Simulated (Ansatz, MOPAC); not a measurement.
AsF3 (SMILES F[As](F)F): methods side by side

AsF3, singlet, SMILES `F[As](F)F`. Each level relaxes the structure for itself.

Quantity: the zero-point energy at each level's own minimum, in kJ/mol. The values are calculated.

```
                             level            kind  program  value (kJ/mol)
                               AM1  semi-empirical    MOPAC            19.8
                              MNDO  semi-empirical    MOPAC            21.6
                               PM3  semi-empirical    MOPAC            18.1
                         HF/STO-3G    Hartree–Fock   Ansatz            19.9
                          HF/3-21G    Hartree–Fock   Ansatz            20.9
   HF/6-31G* (Cartesian functions)    Hartree–Fock   Ansatz            19.8
                        HF/cc-pVTZ    Hartree–Fock   Ansatz            20.0
                      PBE/def2-SVP             GGA   Ansatz            17.0
                 PBE0-D4/def2-TZVP   global hybrid   Ansatz            18.0
B3LYP/6-31G* (Cartesian functions)   global hybrid   Ansatz            17.6
```

All-electron rows without a relativistic Hamiltonian named are non-relativistic. Harmonic and unscaled. The values span 17.0 to 21.6 kJ/mol.

Every Hartree–Fock value lies above every density-functional value: the lowest of the former is 19.8 kJ/mol, the highest of the latter 18.0 kJ/mol. The likely reason is the missing electron correlation in Hartree–Fock. Without admixture of As–F antibonding configurations, the polar bonds come out too stiff, and the stretching modes carry most of the zero-point energy in this pyramidal molecule. PBE gives the lowest value and the two hybrids lie slightly higher, as expected if exact exchange stiffens the bonds, though the differing basis sets may contribute as much to so small a gap.

Within Hartree–Fock, the near agreement of STO-3G with cc-pVTZ probably reflects cancellation of errors, since a minimal basis has little freedom to describe polarised As–F bonds. The semi-empirical values straddle the gap between the two groups, with PM3 close to the hybrids and MNDO above all other rows, so they follow their parametrisation rather than a systematic treatment of correlation. Similar totals do not establish similar force fields, because errors in stretches and bends can offset each other in the sum.
